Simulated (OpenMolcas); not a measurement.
GaH2O2F (SMILES [OH][Ga]([OH])[F]): the HOMO–LUMO gap, rung by rung

GaH2O2F: 6 atoms, total charge 0, spin state singlet. As SMILES, `[OH][Ga]([OH])[F]`. The shape is that of a PBE0-D4/def2-TZVP optimisation. This is one conformer, not always the lowest.

Each level gives the HOMO–LUMO gap (eV). The values are calculated.

| level | kind | program | value (eV) | CPU time |
| --- | --- | --- | --- | --- |
| HF/6-31G* (spherical functions) | Hartree–Fock | OpenMolcas | 15.46 | 7.7 s |
| SVWN5/6-31G* (spherical functions) | LDA | OpenMolcas | 4.98 | 16 s |
| M06-L/6-31G* (spherical functions) | meta-GGA | OpenMolcas | 5.74 | 27 s |
| TPSS/6-31G* (spherical functions) | meta-GGA | OpenMolcas | 5.32 | 28 s |
| B3LYP/6-31G* (spherical functions) | global hybrid | OpenMolcas | 7.08 | 21 s |
| BHLYP/6-31G* (spherical functions) | global hybrid | OpenMolcas | 10.26 | 21 s |
| PBE0/6-31G* (spherical functions) | global hybrid | OpenMolcas | 7.77 | 20 s |
| B3LYP/6-31G* (Cartesian functions) | global hybrid | OpenMolcas | 7.07 | 25 s |

All-electron rows without a relativistic Hamiltonian named are non-relativistic. The values span 4.98 to 15.46 eV. Orbital gaps aren't excitation energies; they tend to grow with the share of exact exchange. Times are those of the runs behind each value, whatever else they computed, on shared processors of several kinds: orders of magnitude only.

The gap depends far more on the treatment of exchange than on anything else varied here. The three semilocal functionals lie between 4.98 and 5.74 eV, the global hybrids lie higher in the order B3LYP, PBE0, BHLYP, and Hartree–Fock tops the series at 15.46 eV. The likely reason is that nonlocal exchange stabilises the occupied orbitals while leaving the empty ones, which lack that self-exchange term, comparatively high. Switching B3LYP from spherical to Cartesian functions shifts the gap only from 7.08 to 7.07 eV, so the extra s-type component of the Cartesian d shells hardly matters.

Chemically, a sizeable gap fits closed-shell Ga(III) bound to hard, electronegative ligands. The HOMO is probably an oxygen lone-pair combination and the LUMO largely gallium 4s/4p in character, which would match the Lewis acidity of three-coordinate gallium. The close agreement between the two B3LYP values doesn't establish basis-set convergence, since diffuse functions could still lower the empty level, particularly in Hartree–Fock.
